At room temperature the thermal energy $RT$ is about 0.6 kcal/mol, and a gap of 1 kcal/mol between two shapes of a molecule means a population ratio of about five. Gaps much smaller than $RT$ leave shapes almost equally common; gaps of several $RT$ make the higher one rare. The molecule here is a five-membered ether ring. Carbon C4 carries the boronic acid group B(OH)₂, its neighbour C8 carries fluorine on the opposite face, and C5 is the other ring neighbour of C4.

Calculated values. Conformers of OB(O)[C@H]1CCO[C@@H]1F (PySCF 2.14.0, tblite 0.8.0): PBE0-D3(BJ)/def2-SVP energies in chloroform on GFN2-xTB geometries. Free energies and weights at 298.15 K add GFN2-xTB quasi-harmonic terms to the DFT energies. Torsions are H1-O1-B2-O3, O1-B2-O3-H3 and O1-B2-C4-C5, with heavy atoms numbered along the SMILES and H by its carrier.

| number | torsions in degrees | ring shapes | GFN2-xTB energy above its lowest (kcal/mol) | DFT energy above the lowest (kcal/mol) | free energy above the lowest (kcal/mol) | weight (%) | dipole (D) |
| --- | --- | --- | --- | --- | --- | --- | --- |
| 1 | (0,180,-156) | envelope | 1.070 | 0.000 | 0.000 | 68.60 | 4.410 |
| 2 | (0,0,-158) | envelope | 1.640 | 1.050 | 1.070 | 11.20 | 5.870 |
| 3 | (-1,180,2) | envelope/twist | 0.000 | 0.760 | 1.190 | 9.20 | 2.380 |
| 4 | (-179,0,101) | envelope/twist | 0.940 | 0.910 | 1.220 | 8.80 | 4.130 |
| 5 | (1,0,-118) | envelope | 1.950 | 2.220 | 2.020 | 2.30 | 5.630 |

### Down the weight column: how does a gap become a population?

Each conformer $i$ has a free energy $G_i$ above the lowest, made of its DFT energy and a thermal part from GFN2-xTB. Its share $w_i$ of the set is

$$w_i=\frac{e^{-G_i/RT}}{\sum_j e^{-G_j/RT}}.$$

For conformer 2, $G_2/RT = 1.07/0.5925 \approx 1.8$, so it is about 0.16 times as common as conformer 1. The other three give factors of about 0.13, 0.13 and 0.03. With the 1 of conformer 1 itself, the sum is about 1.46.

Conformer 1 therefore holds $1/1.46$, or a little over two thirds. The weights in the table rest on the same formula, so the agreement explains the column but doesn't test the energies.

### Rows 1 and 2: what does it cost to turn one hydrogen over?

The first two torsions place the acid hydrogens. Boron has an empty p orbital that takes up lone-pair density from both oxygens, and this works best when the O–H bonds lie in the BO₂ plane. That is why these torsions stay near 0° or 180° in all five rows. Each hydrogen then has two places: toward the other oxygen or toward the carbon side.

In conformer 1 one hydrogen takes each place; in conformer 2 both point toward the partner oxygen. The third torsion hardly changes and the ring label is the same, so this is close to a clean comparison. By DFT the turn costs 1.05 kcal/mol. The geometry suggests why: in conformer 1 a positive hydrogen faces the lone pairs of the other oxygen, whereas in conformer 2 two positive hydrogens face each other.

### Rows 2 and 5: why are their dipoles the largest?

Conformer 5 also has both hydrogens turned inward. In this arrangement the two O–H bonds point away from the ring and are nearly parallel, so their bond dipoles add. With one hydrogen on the carbon side, the two bonds point in quite different directions and add less well. Between conformers 1 and 2 the difference is about 1.5 D. The C–F and C–O bonds of the ring bring a dipole of their own, so the orientation of the B(OH)₂ group counts as well: conformers 1, 3 and 4 share one hydrogen pattern and still range from 2.38 to 4.41 D. The two inward arrangements together hold only 13.5% of the set, so the more polar pattern is the less common one.

### Rows 3 and 4: what changes when the hydrogen pattern stays the same?

Conformers 3 and 4 keep the pattern of conformer 1, one hydrogen inward and one on the carbon side. What differs is the turn about the B–C bond, and with it the neighbour that the carbon-side OH meets. The ring label changes too, from envelope to envelope/twist, so the energy gaps can't be put down to this turn alone. In conformer 1 this OH lies near C5, away from the fluorinated carbon, so a hydrogen bond to fluorine is not what makes conformer 1 the lowest. In conformer 3 it lies between C8 and the hydrogen on C4. There it may feel an attraction to fluorine or to the ring oxygen, which would suit the low GFN2-xTB energy of this shape, but that is a guess.

### Rows 2 to 4: which conformer comes second?

The table doesn't settle it. By DFT energy alone the order is 3, 4, 2; with the thermal parts it becomes 2, 3, 4, and the three free energies lie within 0.15 kcal/mol. The thermal part raises conformer 3 by 0.43 kcal/mol relative to conformer 1, but conformer 2 by almost nothing.

Such a term is delicate. One soft vibration can contribute some tenths of a kcal/mol, and conformers 1 and 4 each keep an imaginary mode, so they may not be true minima along those motions. For conformer 4 this blurs its place in the order. For conformer 1, from which all the free energies are counted, it blurs the gap to every other shape. The three are best read as a group of similar weight.

### The two energy columns: what if GFN2-xTB supplied the energies?

The leading conformer would change. GFN2-xTB puts conformer 3 below conformer 1 by 1.07 kcal/mol, while DFT puts it above by 0.76. The relative energy of the two thus moves by 1.83 kcal/mol, about three times $RT$, and their population ratio by a factor of about twenty. With GFN2-xTB energies and the same thermal parts, conformer 3 would hold about 55% and conformer 1 only 19%.

Part of this may come from chloroform, which enters with the DFT energies. A polarizable surrounding stabilizes a large dipole more than a small one, and conformer 3, which has the smallest, loses ground against all the others. Yet conformer 5, with 5.63 D, gains only 0.49 kcal/mol on it, much less than conformer 1 with 4.41 D. The dipole alone doesn't account for the shifts, so the change of electronic-structure method must be considered as well.

### What would remain if hydrogen replaced fluorine?

The preference of the O–H bonds for the BO₂ plane should remain, because it arises at boron. The anomeric effect of the O–C–F unit would go: in such ethers a lone pair of the ring oxygen donates into the antibonding C–F orbital, which favours an axial fluorine. All five conformers contain this unit, so their energy differences don't measure how much it contributes. The cost of turning one acid hydrogen over may carry over roughly, since in conformer 1 the carbon-side hydrogen lies away from fluorine, but the table has no fluorine-free ring to test this.

### The whole table: which digits can be trusted?

Not the decimals of the weights. Noise of a few hundredths of a kcal/mol already changes a population ratio by about 5%. A larger error matters more: if conformer 1 lay 0.5 kcal/mol higher, its share would fall to about 48%. An error of that size is plausible for single-point energies in a small basis on GFN2-xTB geometries, and the imaginary mode of conformer 1 makes its thermal part uncertain too. Its lead doesn't come from that part, though: by DFT energy alone it already lies 0.76 kcal/mol below the next conformer.

The set itself may also be incomplete. Conformer 1 turned up only once in 200 search attempts, so other shapes could have been overlooked. A rotamer found with the force field also failed to survive relaxation with GFN2-xTB, and the set may lack it. A further shape that the search did find, 1.87 kcal/mol above the GFN2-xTB minimum, is not among the five. If DFT lowered it as much as it lowers conformer 1, and its thermal part were the same, conformer 1 would drop to about 58%. At this level conformer 1 leads, with roughly half to two thirds of the set under these trial changes.
